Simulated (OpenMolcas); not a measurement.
## How basis sets differ on AlBH4S (SMILES B[S][AlH2])

AlBH4S: 7 atoms, total charge 0, spin state singlet. As SMILES, `B[S][AlH2]`. The shape comes from GFN2-xTB, which is rough for such elements, and wasn't checked as a minimum.

```xyz
7

B    -1.4100    0.5294   -0.3354
S    -0.1151    1.1922    0.6676
Al    1.3757   -0.4190    0.3877
H    -1.2626   -0.4917   -0.9052
H    -2.4028    1.1368   -0.4118
H     1.1606   -1.5377   -0.6465
H     2.6542   -0.4100    1.2437
```

Each level gives the HOMO–LUMO gap (eV). The values are calculated.

```tsv
level	kind	program	value (eV)	CPU time
HF/STO-3G	Hartree–Fock	OpenMolcas	14.92	3.7 s
HF/3-21G	Hartree–Fock	OpenMolcas	11.79	4.2 s
HF/6-31G** (spherical functions)	Hartree–Fock	OpenMolcas	11.97	9.9 s
HF/def2-SVP	Hartree–Fock	OpenMolcas	12.13	8 s
```

The values span 11.79 to 14.92 eV. A Hartree–Fock LUMO above zero doesn't converge with the basis: it sinks as sets grow more diffuse. Orbital gaps aren't excitation energies. Times are those of the runs behind each value, whatever else they computed, on shared processors of several kinds: orders of magnitude only.

The main break is between the minimal basis and the split-valence sets: the gap falls from 14.92 eV with STO-3G to between 11.79 and 12.13 eV with the other three. The frontier orbitals are probably a sulfur 3p lone pair, partly delocalised towards boron, and an acceptor orbital built from the formally empty p orbitals on boron and aluminium. With a single contracted function per valence orbital, that acceptor can't expand or adjust its radial shape, so it is pushed too high in energy. Splitting the valence shell removes much of this constraint.

Beyond that step the gap doesn't fall steadily: both polarised sets give slightly larger values than 3-21G. This breaks no variational rule, since the principle bounds the total energy and not the difference between two orbital energies. Polarisation functions and different contractions can shift the occupied and empty levels unequally. The closeness of the three split-valence results therefore supports a common valence description, but without the separate orbital energies their small differences can't be assigned to either level.
